**Errors of PW91 and Hartree-Fock for ionisation energies of 3+ ions, Ba to Tm**

The table holds NIST ionisation energies of eight triply charged ions, the errors of PW91 and Hartree-Fock ΔSCF values (spherical atom, spin-free X2C, radial basis limit) and a Dirac-Fock estimate of the effect of filling low $j$ first. The program compares three preset groups of rows by the PW91 − HF gap, computes ground-term and first-order ground-level corrections from Slater integrals of the same runs and rough recalled spin-orbit constants, and tests a jj model of the last column. The gap falls into three groups near 1.0, 2.9 and 5.3 eV for 5p, majority-spin 4f and minority-spin 4f removal, and the corrected Hartree-Fock errors form plateaus near −2.0 and −3.7 eV. The jj model gives all six 4f signs with misfits up to 0.50 eV. A three-constant fit of the 4f NIST values favours the true assignment of Ce, Sm, Gd and Er among 24 orderings, with 0.26 eV rms against 0.60 eV for the next.

All-electron PW91 (spherical fractional occupations) and Hartree-Fock (configuration average) runs on free 3+ ions with B-spline radial atomic code 1, using spin-free X2C, a Fermi nucleus and highest spin at the basis limit. Their IEs are differences of self-consistent energies between NIST's ground configurations; the NIST values run between ground levels.

## Analysis program

```python
# Table: NIST ionisation energies of 3+ ions (Ba to Tm), errors of PW91 and Hartree-Fock (B-spline radial code,
# spin-free X2C, spherical atom) and a Dirac-Fock j-filling estimate. Tested: groups in PW91 - HF, term and level
# corrections, a jj model of the last column, and which assignment of the hidden 4f rows fits a simple IE model.
T = {
    'ion': ['Ba3+', 'La3+', 'Ce3+', 'Sm3+', 'Gd3+', 'Dy3+', 'Er3+', 'Tm3+'],
    'Z': [56, 57, 58, 62, 64, 66, 68, 69],
    'N': [53, 54, 55, 59, 61, 63, 65, 66],
    'configuration': ['[Kr] 4d10 5s2 5p5', '[Kr] 4d10 5s2 5p6', '[Xe] 4f1', '[Xe] 4f5', '[Xe] 4f7', '[Xe] 4f9', '[Xe] 4f11', '[Xe] 4f12'],
    'removed': ['5p', '5p', '4f', '4f', '4f', '4f', '4f', '4f'],
    'tab': [47.0, 49.95, 36.906, 41.64, 44.44, 41.23, 42.42, 42.41],  # eV
    'tab_kind': ['semi-empirical', 'semi-empirical', 'semi-empirical', 'semi-empirical', 'semi-empirical', 'semi-empirical', 'semi-empirical', 'semi-empirical'],
    'unc': [0.3, 0.06, 0.009, 0.11, 0.08, 0.08, 0.04, 0.04],  # eV
    'err_PW91': [0.75, 1.46, 3.07, 4.38, 2.33, 2.07, 3.96, 6.07],  # %
    'err_Hartree_Fock': [-1.89, -0.14, -5.45, -2.54, -3.52, -11.39, -8.53, -6.03],  # %
    'j_filling': [-0.76, None, 0.16, 1.18, -1.87, -1.5, -1.15, -0.98],  # eV
}
import numpy as np, itertools as it
from sympy import Rational as R
from sympy.physics.wigner import wigner_3j as w3
from scipy.constants import alpha, physical_constants as pc
ion, tab, unc, jf = T["ion"], np.array(T["tab"], float), np.array(T["unc"], float), T["j_filling"]
eP = tab*np.array(T["err_PW91"], float)/100; eH = tab*np.array(T["err_Hartree_Fock"], float)/100; gap = eP - eH
# further outputs of the same runs: HF highest level (eV); F2,F4,F6 (eV, PW91 orbitals) of Gd3+ 4f up, Er4+ 4f down
lev = np.array([46.64396, 50.48034, 37.716, 44.83006, 47.72577, 41.84352, 44.78398, 46.15745])
FG, FE, r3La = [14.19931, 8.885586, 6.385751], [16.2902, 10.21512, 7.34727], 57.35  # r3La: <r^-3> of La4+ 5p
n = [1, 5, 7, 9, 11, 12]; zeta = [0.08, 0.15, 0.19, 0.24, 0.30, 0.33]  # rough recalled 4f zeta, eV
rel = lev - (tab + eH)
print("rounding of the errors is worth about %.3f eV" % (0.005*tab.max()/100))
print("ion   NIST   unc  err PW91  err HF  PW91-HF  |err|/unc PW91  HF relaxation (eV)")
for i in range(8):
    print("%s %6.2f %5.3f %+6.2f %+6.2f %6.2f %6.1f %6.2f" % (ion[i], tab[i], unc[i], eP[i], eH[i], gap[i], eP[i]/unc[i], rel[i]))
for name, s in (("5p", slice(0, 2)), ("4f majority", slice(2, 5)), ("4f minority", slice(5, 8))):
    print("PW91-HF, %s: %.2f to %.2f eV, mean %.2f" % (name, gap[s].min(), gap[s].max(), gap[s].mean()))
print("PW91-HF at n=11 on the Dy-Tm line %.2f eV, Er row %.2f eV" % (gap[5] + (gap[7]-gap[5])*2/3, gap[6]))
print("Gd to Dy, IE change: NIST %.2f, PW91 %.2f, HF %.2f; relaxation %+.2f eV" % (tab[5]-tab[4], (tab+eP)[5]-(tab+eP)[4], (tab+eH)[5]-(tab+eH)[4], rel[5]-rel[4]))
print("NIST differences: La-Ba %.2f, Ba-Gd %.2f, Er-Sm %.2f, Sm-Ce %.2f, Gd-Sm %.2f eV" % (tab[1]-tab[0], tab[0]-tab[4], tab[6]-tab[3], tab[3]-tab[2], tab[4]-tab[3]))
ms, K = list(range(3, -4, -1)), (2, 4, 6)
c = {(k, a, b): float(7*(-1)**abs(a)*w3(3, k, 3, 0, 0, 0)*w3(3, k, 3, -a, a-b, b)) for k in K for a in ms for b in ms}
pair = lambda a, b, F: sum(f*(c[k, a, a]*c[k, b, b] - c[k, a, b]**2) for k, f in zip(K, F))
def shifts(N, F, z):  # ground term less high-spin average; ground level less term (first-order LS)
    q = N if N <= 7 else N - 7; L = sum(ms[:q])
    av = np.mean([pair(a, b, F) for a, b in it.combinations(ms, 2)])
    t = sum(pair(a, b, F) for a, b in it.combinations(ms[:q], 2)) - av*q*(q-1)/2
    return np.array([t, 0 if L == 0 else (-z*(L+1)/2 if N < 7 else -z*L/2)])
x = lambda a, b, F: sum(float(w3(a, k, b, R(1, 2), 0, -R(1, 2)))**2*f for k, f in zip(K, F))
cor, jm = [], []
print("4f ion  term  level  HF err after  PW91 err after | jj: repulsion, zeta part, sum, table, misfit (eV)")
for i, (N, z) in enumerate(zip(n, zeta)):
    F = FG if N <= 7 else FE; d = shifts(N-1, F, z) - shifts(N, F, z) + 0.0; cor.append(d.sum())
    nl = 7/13*sum(float(w3(3, k, 3, 0, 0, 0))**2*f for k, f in zip(K, F)); a, b = R(5, 2), R(7, 2)
    el = (N-1)*(1.2*x(a, a, F)-nl) if N <= 6 else 6*(x(a, b, F)-nl) + (N-7)*(8/7*x(b, b, F)-nl)
    so = 2*z if N <= 6 else -1.5*z; jm.append(el + so)
    print("%s %+.2f %+.2f %+.2f %+.2f | %+.2f %+.2f %+.2f %+.2f %+.2f" % (ion[i+2], d[0], d[1], eH[i+2]+d.sum(), eP[i+2]+d.sum(), el, so, el+so, jf[i+2], el+so-jf[i+2]))
cor = np.array(cor)
for name, e in (("HF", eH[2:]), ("PW91", eP[2:])):
    for g, s in (("majority", slice(0, 3)), ("minority", slice(3, 6))):
        print("%s %s: mean %+.2f, range %.2f raw; mean %+.2f, range %.2f eV after" % (name, g, e[s].mean(), np.ptp(e[s]), (e+cor)[s].mean(), np.ptp((e+cor)[s])))
print("zeta if the j column were pure spin-orbit (eV): " + ", ".join("%s %.2f" % (ion[i+2], jf[i+2]/(2 if N <= 6 else -1.5)) for i, N in enumerate(n)))
A = np.c_[np.ones(6), n, -(np.array(n) > 7).astype(float)]; hid = [0, 1, 2, 4]; res = []
for p in it.permutations(hid):
    y = tab[2:].copy(); y[hid] = tab[2:][list(p)]
    co = np.linalg.lstsq(A, y - cor, rcond=None)[0]; r = y - cor - A @ co
    res.append((float(np.sqrt(np.mean(r**2))), p, y[hid], co, r))
res.sort(key=lambda t: t[0])
print("NIST IE = a + b n - step + term + level; best 3 of 24 assignments, values given to Ce, Sm, Gd, Er:")
for r in res[:3]:
    print("  rms %.2f eV: %s%s" % (r[0], " ".join("%.2f" % v for v in r[2]), "  (true labels)" if list(r[1]) == hid else ""))
tr = [r for r in res if list(r[1]) == hid][0]
print("true labels: a %.2f, b %.2f eV per electron, step %.2f eV, rms %.2f" % (*tr[3], tr[0]))
print("  residuals (eV): " + ", ".join("%s %+.2f" % (ion[i+2], v) for i, v in enumerate(tr[4])))
r0 = tab[2:] - A @ np.linalg.lstsq(A, tab[2:], rcond=None)[0]
print("  same fit without term and level parts: rms %.2f eV" % np.sqrt(np.mean(r0**2)))
zL = alpha**2/2*57*r3La*pc["Hartree energy in eV"][0]
print("La4+ 5p, unscreened estimate (too large): zeta %.1f eV, zeta/2 %.1f eV; Ba j entry %.2f eV" % (zL, zL/2, jf[0]))
assert all(eP > 0) and all(eH < 0)
assert gap[:2].max() + 1 < gap[2:5].min() and gap[2:5].max() + 1 < gap[5:].min()
assert all(np.sign(jm[i]) == np.sign(jf[i+2]) for i in range(6))
assert np.ptp((eH[2:]+cor)[3:]) < np.ptp(eH[5:]) and abs(rel[5]-rel[4]) < 1
```

It prints:

```
rounding of the errors is worth about 0.002 eV
ion   NIST   unc  err PW91  err HF  PW91-HF  |err|/unc PW91  HF relaxation (eV)
Ba3+  47.00 0.300  +0.35  -0.89   1.24    1.2   0.53
La3+  49.95 0.060  +0.73  -0.07   0.80   12.2   0.60
Ce3+  36.91 0.009  +1.13  -2.01   3.14  125.9   2.82
Sm3+  41.64 0.110  +1.82  -1.06   2.88   16.6   4.25
Gd3+  44.44 0.080  +1.04  -1.56   2.60   12.9   4.85
Dy3+  41.23 0.080  +0.85  -4.70   5.55   10.7   5.31
Er3+  42.42 0.040  +1.68  -3.62   5.30   42.0   5.98
Tm3+  42.41 0.040  +2.57  -2.56   5.13   64.4   6.30
PW91-HF, 5p: 0.80 to 1.24 eV, mean 1.02
PW91-HF, 4f majority: 2.60 to 3.14 eV, mean 2.88
PW91-HF, 4f minority: 5.13 to 5.55 eV, mean 5.33
PW91-HF at n=11 on the Dy-Tm line 5.27 eV, Er row 5.30 eV
Gd to Dy, IE change: NIST -3.21, PW91 -3.39, HF -6.34; relaxation +0.46 eV
NIST differences: La-Ba 2.95, Ba-Gd 2.56, Er-Sm 0.78, Sm-Ce 4.73, Gd-Sm 2.80 eV
4f ion  term  level  HF err after  PW91 err after | jj: repulsion, zeta part, sum, table, misfit (eV)
Ce3+ +0.00 +0.16 -1.85 +1.29 | +0.00 +0.16 +0.16 +0.16 +0.00
Sm3+ -1.14 -0.08 -2.27 +0.61 | +1.15 +0.30 +1.45 +1.18 +0.27
Gd3+ -0.00 -0.38 -1.94 +0.66 | -1.08 -0.29 -1.37 -1.87 +0.50
Dy3+ +0.98 +0.24 -3.47 +2.08 | -0.89 -0.36 -1.25 -1.50 +0.25
Er3+ +0.00 +0.00 -3.62 +1.68 | -0.53 -0.45 -0.98 -1.15 +0.17
Tm3+ -1.31 -0.16 -4.03 +1.10 | -0.35 -0.49 -0.85 -0.98 +0.13
HF majority: mean -1.54, range 0.95 raw; mean -2.02, range 0.42 eV after
HF minority: mean -3.62, range 2.14 raw; mean -3.71, range 0.56 eV after
PW91 majority: mean +1.33, range 0.79 raw; mean +0.85, range 0.69 eV after
PW91 minority: mean +1.70, range 1.72 raw; mean +1.62, range 0.98 eV after
zeta if the j column were pure spin-orbit (eV): Ce3+ 0.08, Sm3+ 0.59, Gd3+ 1.25, Dy3+ 1.00, Er3+ 0.77, Tm3+ 0.65
NIST IE = a + b n - step + term + level; best 3 of 24 assignments, values given to Ce, Sm, Gd, Er:
  rms 0.26 eV: 36.91 41.64 44.44 42.42  (true labels)
  rms 0.60 eV: 36.91 42.42 44.44 41.64
  rms 0.95 eV: 36.91 41.64 42.42 44.44
true labels: a 35.61, b 1.35 eV per electron, step 7.94 eV, rms 0.26
  residuals (eV): Ce3+ -0.22, Sm3+ +0.48, Gd3+ -0.26, Dy3+ +0.16, Er3+ -0.14, Tm3+ -0.02
  same fit without term and level parts: rms 0.67 eV
La4+ 5p, unscreened estimate (too large): zeta 2.4 eV, zeta/2 1.2 eV; Ba j entry -0.76 eV
```
